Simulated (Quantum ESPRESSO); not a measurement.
# Zone-centre optical phonons of zinc-blende SiC under biaxial (001) strain: shift and splitting per per cent in LDA

The zone-centre optical modes of zinc-blende SiC are calculated in LDA for a crystal strained equally along x and y and free of stress along z. The problem is to find how far the singlet, polarised along z, and the doublet, polarised in the plane, move per per cent of strain, and how far they separate. Films of SiC on a foreign substrate carry strain that bends wafers and alters electronic properties, and a Raman line can reveal it without contact if this calibration is known. Shifts are measured from the unstrained crystal at 798.10 cm⁻¹, tension is positive, and the splitting is singlet minus doublet. The macroscopic field of the longitudinal mode is left out.

## Computational details

One crystal, SiC (zinc-blende) (known phase (3C)), relaxed once; z is the cube axis [001]. The cell was strained equally along x and y, with the z edge set so that the stress along z vanishes. Forces on the atoms are under 0.01 eV/Å in every row. Program: Quantum ESPRESSO 7.5, plane waves, LDA, PseudoDojo norm-conserving potentials, scalar-relativistic, no spin-orbit coupling, no spin; linear response. Plane-wave runs: cutoff 1225 eV; k meshes with a least product of divisions and cell-vector length from 35 to 37 Å; fixed occupations. The tabled runs alone: cutoff 1225 eV, k length 36 to 37 Å, k mesh 12×12×12.

Notes on method and selection:

- Harmonic values at the static lattice; measured values carry thermal expansion and anharmonic shifts at their temperature.
- For a cubic two-atom crystal the shifts follow the phonon deformation potentials p and q: singlet Δω = [p·ε_zz + q·(ε_xx + ε_yy)]/(2ω₀), doublet Δω = [p·ε_xx + q·(ε_yy + ε_zz)]/(2ω₀).
- In a polar crystal the macroscopic field, left out here, lifts whichever component is longitudinal for the scattering geometry, at rest by 175.8 cm⁻¹.
- Runs that did not converge, have known faults or may not be shown are not listed, and runs on Ansatz's PAW sets soft_1 and soft_2 are kept to separate tables.

Columns:

- biaxial strain (%): equal strain along x and y; tension positive.
- strain along z (%): strain along z that goes with it.
- stress (GPa): stress along x, tension positive.
- singlet mode (cm⁻¹): zone-centre optical mode, singlet, polarised along z; no LO-TO term, no sum rule.
- doublet mode (cm⁻¹): zone-centre optical mode, doublet, polarised in the x-y plane; no LO-TO term, no sum rule.
- splitting (cm⁻¹): singlet minus doublet.

Input lines of one member:

```
phonons
&inputph
   prefix = 'x'
   outdir = './tmp'
   fildyn = 's.dyn'
   tr2_ph = 1.0d-18
   epsil = .true.
/
0.000000000000 0.000000000000 0.000000000000
```

Command (options for logging and memory left out): `OMP_NUM_THREADS=1 mpirun -n 8 ph.x -nk 8 -in ph.in > ph.out`

## Data

| member | biaxial strain (%) | strain along z (%) | stress (GPa) | singlet mode (cm⁻¹) | doublet mode (cm⁻¹) | splitting (cm⁻¹) |
| --- | --- | --- | --- | --- | --- | --- |
| −3.0 % | −3 | 2.02 | −14.86 | 842.25 | 827.67 | 14.58 |
| −2.0 % | −2 | ? | ? | ? | ? | ? |
| −1.0 % | −1 | 0.69 | −4.62 | 812.37 | 808.40 | 3.97 |
| +0.0 % | 0 | 0.00 | −0.01 | 798.10 | 798.10 | 0.00 |
| +1.0 % | 1 | −0.71 | 4.31 | 784.24 | 787.32 | −3.08 |
| +2.0 % | 2 | −1.43 | 8.33 | 770.81 | 776.12 | −5.31 |
| +3.0 % | 3 | −2.18 | 12.10 | 757.79 | 764.47 | −6.68 |

Cells marked ? are withheld until the estimate has been made.

Least-squares fits to the members shown, with x = biaxial strain (%); R² and errors in the fitted variable (y, or ln y where the fit is in ln y):

| y | members | fit | R² | rms residual | leave-one-out rms | the same for the mean of the others |
| --- | --- | --- | --- | --- | --- | --- |
| singlet mode (cm⁻¹) | 6 | y = 798.95 − 14.075 x | 1.00 | 0.80 | 1.6 | 33 |
| doublet mode (cm⁻¹) | 6 | y = 797.2 − 10.53 x | 1.00 | 0.84 | 1.7 | 25 |

## The trend and its physics

Both modes fall from each shown member to the next as the strain goes from compression to tension. Between −1.0 % and +1.0 % the singlet moves by (784.24 − 812.37) / 2 = −14.07 cm⁻¹ per per cent and the doublet by (787.32 − 808.40) / 2 = −10.54 cm⁻¹ per per cent. The splitting therefore changes by (−3.08 − 3.97) / 2 = −3.5 cm⁻¹ per per cent.

The common fall follows from bond length. In-plane tension is only partly offset by the contraction along z, so the bonds lengthen and their restoring forces weaken. At +1.0 % the mean linear strain is (1 + 1 − 0.71) / 3 = 0.43 %.

The splitting has another origin, because all four bonds of an atom keep equal lengths under this strain. Tension tilts them towards the plane, so that a displacement along z stretches them less and one in the plane stretches them more. This lowers the singlet relative to the doublet, as the table shows. With bond-stretching forces alone, each squared frequency is proportional to the squared direction cosine of the bonds along the displacement, so to first order the two would separate by 2 × (−0.71 − 1) = −3.42 %. This gives a splitting of 798.10 × (−3.42 / 100) / 2 = −13.6 cm⁻¹. The calculated value is −3.08 cm⁻¹, so angular and longer-ranged forces must cancel most of the effect.

A single coefficient serves the splitting less well than the shifts. It is 14.58 cm⁻¹ at −3.0 % but only −6.68 cm⁻¹ at +3.0 %. The two modes curve in opposite senses: from 0 to +3.0 % the singlet's successive steps shrink from 13.86 to 13.02 cm⁻¹, while those of the doublet grow from 10.78 to 11.65 cm⁻¹. The linear deformation-potential formulas do not contain this curvature.

These slopes do not apply as they stand to a Raman line with longitudinal character, whose squared frequency also contains the omitted field term.

## Prediction

Plain estimates from the members shown:

- −2.0 %, fit at x = −2: 827.10 cm⁻¹
- −2.0 %, straight-line interpolation between −3.0 % and −1.0 %: w = (−2 − (−3)) / (−1 − (−3)) = 0.500, so 842.25 + 0.500 × (812.37 − 842.25) = 827.31 cm⁻¹

The singlet varies smoothly with strain, and its small curvature is well resolved. The straight-line fit ignores that curvature and has an rms residual of 0.80 cm⁻¹, so interpolation between the two neighbours, 827.31 cm⁻¹, is the better start. It lies slightly too high, because the curve bends upwards and runs below its chord.

The correction follows from the members at −3.0 %, −1.0 % and 0 %. Let d be the change in the step from one per cent of strain to the next, taken as constant over this range. The step from −1.0 % to 0 % is 812.37 − 798.10 = 14.27 cm⁻¹, and the two steps before it are larger by d and 2d. Their sum is 842.25 − 812.37 = 29.88 cm⁻¹, so d = (29.88 − 2 × 14.27) / 3 = 0.447 cm⁻¹. The midpoint of the chord lies d/2 above the curve, which gives 827.31 − 0.22 = 827.09 cm⁻¹.

The mirror case tests the route. From 0 %, +1.0 % and +3.0 %, d = (2 × 13.86 − 26.45) / 3 = 0.423 cm⁻¹, and the value at +2.0 % comes out as (784.24 + 757.79) / 2 − 0.423 / 2 = 770.80 cm⁻¹, against 770.81 cm⁻¹ in the table.

The values of d found on the two sides differ by about 0.02 cm⁻¹, which enters the estimate by half. With some allowance for numerical scatter in the separate runs, one standard deviation is put at 0.03 cm⁻¹.

**Committed estimate, −2.0 %: singlet mode = 827.09 ± 0.03 cm⁻¹.**

## Result

| member | biaxial strain (%) | strain along z (%) | stress (GPa) | singlet mode (cm⁻¹) | doublet mode (cm⁻¹) | splitting (cm⁻¹) |
| --- | --- | --- | --- | --- | --- | --- |
| −2.0 % | −2 | 1.36 | −9.57 | 827.09 | 818.27 | 8.82 |

| member | estimate | singlet mode (cm⁻¹) | computed | estimate − computed | miss in error bars |
| --- | --- | --- | --- | --- | --- |
| −2.0 % | committed | 827.09 | 827.09 | 0.00 | 0.0 |
| −2.0 % | fit | 827.10 | 827.09 | +0.01 |  |
| −2.0 % | interpolation | 827.31 | 827.09 | +0.22 |  |

The estimate of 827.09 cm⁻¹ agrees with the computed value to the printed digits and so lies inside its error bar. Interpolation between the neighbours was 0.22 cm⁻¹ too high, which is the amount that the curvature correction removed.

The straight-line fit missed by only 0.01 cm⁻¹, but this closeness belongs to the position of the member. The curve runs above the line at ±3.0 % and below it from −1.0 % to +1.0 %, and it crosses the line close to ±2.0 %. At 0 % the same line is wrong by 0.85 cm⁻¹.

The argument that the singlet's steps change by a nearly constant amount therefore held on the compressive side as well. The result confirms a smooth second-order response to strain, but it does not test how bond stretching and angular forces share the splitting. The doublet, at 818.27 cm⁻¹, also fits its earlier pattern: its steps grow steadily from compression to tension, while those of the singlet shrink.

## Members off the line

Least-squares fits to the whole series, with x = biaxial strain (%); R² and errors in the fitted variable (y, or ln y where the fit is in ln y):

| y | members | fit | R² | rms residual | leave-one-out rms | the same for the mean of the others |
| --- | --- | --- | --- | --- | --- | --- |
| singlet mode (cm⁻¹) | 7 | y = 798.95 − 14.074 x | 1.00 | 0.74 | 1.2 | 33 |
| doublet mode (cm⁻¹) | 7 | y = 797.2 − 10.53 x | 1.00 | 0.78 | 1.3 | 25 |

Largest departures from the fit to the whole series:

| member | singlet mode (cm⁻¹) | fit | computed − fit | in rms residuals |
| --- | --- | --- | --- | --- |
| −3.0 % | 842.25 | 841.17 | +1.08 | 1.5 |
| +3.0 % | 757.79 | 756.73 | +1.06 | 1.4 |
| +0.0 % | 798.10 | 798.95 | −0.85 | 1.1 |
| −1.0 % | 812.37 | 813.02 | −0.65 | 0.9 |

No member stands out, since the largest departure is 1.5 rms residuals. The departures are positive at both ends (+1.08 and +1.06 cm⁻¹) and negative in the middle (−0.85 cm⁻¹ at 0 %), as expected when a straight line is laid through a smooth curve that bends upwards.

## Conclusions and limits

Near zero strain the singlet shifts by −14.07 and the doublet by −10.54 cm⁻¹ per per cent, and the splitting changes by about −3.5 cm⁻¹ per per cent. The shifts can be used linearly within ±1 %, with an error of about 0.2 cm⁻¹ at the ends. At larger strain a quadratic term is needed, above all for the splitting, which is 8.82 cm⁻¹ at −2.0 % but −5.31 cm⁻¹ at +2.0 %. With that term, a new singlet value inside the range can be estimated to a few hundredths of a cm⁻¹.

In terms of stress, the doublet moves by (787.32 − 808.40) / (4.31 + 4.62) = −2.36 cm⁻¹ per GPa. A downward shift of the doublet by 1 cm⁻¹ thus means about 0.42 GPa of in-plane tension.

The omitted macroscopic field raises the longitudinal mode by 175.8 cm⁻¹ at rest. Backscattering from a (001) film shows that longitudinal line, so its strain slope must include the change of the field term.

[Logs are printed without paths, hosts, clocks, repeated set-up lines and the standing remarks that a program may print on its own settings, such as how far it seeks lower states.]
